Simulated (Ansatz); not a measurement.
Ligand exchange: C2H9NSi + MgH(OH) → C2H8OSi + MgH(NH2)

Species: C2H9NSi `CC[SiH2]N`, singlet; MgH(OH), singlet; C2H8OSi `CC[SiH2]O`, singlet; MgH(NH2), singlet. The partners trade NH2 for OH: Si–NH2 and Mg–OH bonds give way to Si–OH and Mg–NH2.

Shapes, held fixed at every level: PBE0-D4/def2-TZVP. Flexible molecules stand in one conformer, not always the lowest. Programs: Ansatz 0.2.0. The zero-point and thermal change to 298 K, harmonic and unscaled (PBE0-D4/def2-TZVP), is -1.9 kJ/mol.

Q: Estimate ΔH(298 K) of this reaction.

A: The highest level, CCSD(T)/def2-TZVPP, gives ΔH(298 K) = +16.2 kJ/mol; the levels span +16.2 to +31.1. The column of differences is taken from that level and isn't an error. No measured value is set beside it here. Correlated rows may include outer-core shells of Mg, which these sets cover unevenly.

```json
{"level": "HF/def2-TZVPP", "kind": "Hartree–Fock", "ΔH(298 K) (kJ/mol)": "+18.4", "less CCSD(T)/def2-TZVPP": "+2.2"}
{"level": "SPW92/def2-TZVPP", "kind": "LDA", "ΔH(298 K) (kJ/mol)": "+18.9", "less CCSD(T)/def2-TZVPP": "+2.7"}
{"level": "PBE-D4/def2-TZVPP", "kind": "GGA", "ΔH(298 K) (kJ/mol)": "+18.2", "less CCSD(T)/def2-TZVPP": "+2.0"}
{"level": "r2SCAN0-D4/def2-TZVPP", "kind": "global hybrid", "ΔH(298 K) (kJ/mol)": "+20.2", "less CCSD(T)/def2-TZVPP": "+4.0"}
{"level": "wB97X-V/def2-TZVPP", "kind": "range-separated hybrid", "ΔH(298 K) (kJ/mol)": "+20.1", "less CCSD(T)/def2-TZVPP": "+3.9"}
{"level": "MP2/def2-SVP", "kind": "perturbation theory", "ΔH(298 K) (kJ/mol)": "+31.1", "less CCSD(T)/def2-TZVPP": "+14.9"}
{"level": "CCSD/def2-TZVPP", "kind": "coupled cluster or CI", "ΔH(298 K) (kJ/mol)": "+17.1", "less CCSD(T)/def2-TZVPP": "+0.9"}
{"level": "CCSD(T)/def2-TZVPP", "kind": "coupled cluster or CI", "ΔH(298 K) (kJ/mol)": "+16.2", "less CCSD(T)/def2-TZVPP": "0.0"}
```

The exchange is endothermic at every level, so magnesium favours hydroxide over amide more strongly than silicon does. Both elements bind oxygen more strongly than nitrogen, and the reaction enthalpy measures only the difference between those two preferences. The Mg–ligand bond is largely ionic, which rewards the more electronegative oxygen, better able to carry the negative charge than the strongly basic amide nitrogen. The Si–N bond is more covalent and probably gains some further stabilisation from delocalisation of the nitrogen lone pair into σ* orbitals on silicon, which would narrow silicon's preference for oxygen.

Hartree–Fock lies only 2.2 kJ/mol above CCSD(T), which suggests that correlation effects largely cancel when the bond types are so similar on both sides. The outlier is MP2 at +31.1 kJ/mol, where the small basis probably describes the polar Mg–O and Mg–N bonds unevenly. The preference applies to isolated monomers and need not carry over to condensed phases, where magnesium hydroxides and amides aggregate through bridging ligands.
